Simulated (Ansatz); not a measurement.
## A ladder of methods for [AlH4]− (SMILES [H][Al-]([H])([H])[H])

[AlH4]− has 5 atoms, charge -1, and is taken as a singlet. SMILES: `[H][Al-]([H])([H])[H]`. Geometry: a GFN2-xTB relaxation, a rough one for these elements and not checked as a minimum.

```xyz
5

Al   -0.0014   -0.0011    0.0000
H     0.0129   -0.0193    1.6271
H     1.5300    0.0130   -0.5529
H    -0.7739    1.3341   -0.5201
H    -0.7675   -1.3267   -0.5541
```

Each level gives the energy change with the Al1–H2 bond stretched from 1.627 to 3.255 Å (eV). The values are calculated.

```csv
level,kind,program,value (eV),less FCI/3-21G,CPU time (all runs)
HF/3-21G (restricted),Hartree–Fock,Ansatz,2.94,+0.61,0.21 s
SVWN5/3-21G (restricted),LDA,Ansatz,2.52,+0.19,1.2 s
PBE/3-21G (restricted),GGA,Ansatz,2.43,+0.10,1.8 s
PBE0/3-21G (restricted),global hybrid,Ansatz,2.66,+0.33,1.8 s
wB97M-V/3-21G (restricted),range-separated hybrid,Ansatz,2.82,+0.49,25 s
RPA@PBE/3-21G (restricted),RPA,Ansatz,2.22,-0.11,2.6 s
MP2/3-21G (restricted),perturbation theory,Ansatz,2.73,+0.40,0.23 s
CCSDT/3-21G (restricted),coupled cluster or CI,Ansatz,2.33,0.00,0.65 s
FCI/3-21G,exact in the basis,Ansatz,2.33,0.00,21 s
```

FCI/3-21G is exact within its basis and frozen core, so for wave-function methods in that basis the difference is their error; functionals converge differently with the basis, so for them it is only a difference. A spin-restricted reference rises too steeply as a bond breaks; here HF/3-21G, wB97M-V/3-21G lie well above the multireference or unrestricted value. Sets without diffuse functions describe the anion poorly. The first shape isn't each level's own minimum. The values span 2.22 to 2.94 eV. All rows use very small basis sets, so none should be taken for the real molecule's value. CPU times are rough (shared hosts, several kinds of processor): they show what a rung costs within a factor of a few.

Stretching one Al–H bond brings its σ and σ* orbitals closer together, so a single closed-shell determinant gives too much weight to ionic configurations. Hartree–Fock therefore overshoots FCI by 0.61 eV. MP2 removes only about a third of that error, whereas CCSDT matches FCI to the printed precision, showing that higher-order correlation matters here.

Among PBE, PBE0 and wB97M-V, the cost of stretching rises with the share of exact exchange, probably because semilocal exchange mimics some of the left–right correlation that exact exchange lacks. PBE's closeness to FCI thus probably owes something to error cancellation. RPA alone falls below FCI.

Heterolytic cleavage to AlH3 and hydride would keep the electrons paired and suit a restricted reference. The large Hartree–Fock error suggests that the stretched anion also has appreciable AlH3 radical anion plus H atom character, perhaps exaggerated because the compact basis disfavours hydride. A single stretched geometry establishes neither the dissociation limit nor the preferred fragment channel.
